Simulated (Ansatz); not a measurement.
## From the elastic tensor of BP to moduli and sound speeds

All numbers below come from DFT LDA, scalar-relativistic, plane waves, PAW in Ansatz. Cutoff 420 eV, 10×10×10 k-points (Γ-centred), fixed occupations. No spin polarisation.

The structure is cubic, space group F-43m (No. 216). The conventional cell has a = 4.490 Å, b = 4.490 Å, c = 4.490 Å, α = 90.00°, β = 90.00°, γ = 90.00°. B (site symmetry -43m) has 4 P at 1.94 Å as nearest neighbours. P (site symmetry -43m) is surrounded by 4 B at 1.94 Å.

Relaxed-ion constants (GPa, on the Cartesian axes of the calculation):
```
358.3  84.3  84.3   0.0   0.0   0.0
 84.3 358.3  84.3   0.0   0.0   0.0
 84.3  84.3 358.3   0.0   0.0   0.0
  0.0   0.0   0.0 194.2   0.0   0.0
  0.0   0.0   0.0   0.0 194.2   0.0
  0.0   0.0   0.0   0.0   0.0 194.2
```

Density 3.065 g/cm³; 2 atoms in 22.64 Å³.

The values that follow are for a polycrystal of randomly turned grains, by Hill's mean where one number stands.

With S = C⁻¹: B_V = (C11+C22+C33+2(C12+C13+C23))/9, G_V = (C11+C22+C33−C12−C13−C23+3(C44+C55+C66))/15, 1/B_R = S11+S22+S33+2(S12+S13+S23), 15/G_R = 4(S11+S22+S33−S12−S13−S23)+3(S44+S55+S66); Hill is their mean. Then v_l = √((B+4G/3)/ρ), v_t = √(G/ρ), v_m = [(2/v_t³+1/v_l³)/3]^(−1/3) and Θ = (ħ/k_B)·v_m·(6π²n/V)^(1/3) for n atoms in the volume V; E = 9BG/(3B+G), ν = (3B−2G)/(2(3B+G)) and A^U = 5G_V/G_R + B_V/B_R − 6.

```json
{"Bulk modulus, Voigt / Reuss / Hill": "175.7 / 175.7 / 175.7 GPa", "Shear modulus, Voigt / Reuss / Hill": "171.3 / 166.4 / 168.9 GPa", "Young's modulus": "384 GPa", "Poisson ratio": "0.136", "Pugh ratio B/G": "1.04", "Universal anisotropy index": "0.15", "Longitudinal and transverse sound speeds": "11436 and 7423 m/s", "Debye temperature from the mean sound speed": "1080 K"}
```

Cost: 1 run of about 1.4 core-minutes, on Intel Xeon Processor @ 2.50GHz (Skylake/Cascade Lake) (shared hosts).

Boron phosphide resists shear almost as strongly as compression, with a shear modulus of 168.9 GPa against a bulk modulus of 175.7 GPa. This reflects its directional sp³ bonds: shear bends the bond angles, which costs much energy in a covalent network with little ionic character. C44 well above C12 and the low Poisson ratio fit this picture. The anisotropy is modest but real: the crystal is stiffest in tension along ⟨111⟩, the bond directions, and softest along the cube axes, where strain is taken up more by angle bending.

The fast sound and high Debye temperature follow from stiff bonds combined with light atoms. The lattice constant is slightly below the measured one, as expected from LDA overbinding, so the stiffness and sound speeds are probably somewhat too high. The elastic constants meet the cubic criteria for stability against small homogeneous strains. They don't establish the high thermal conductivity for which BP is known, since that also depends on anharmonic phonon scattering.
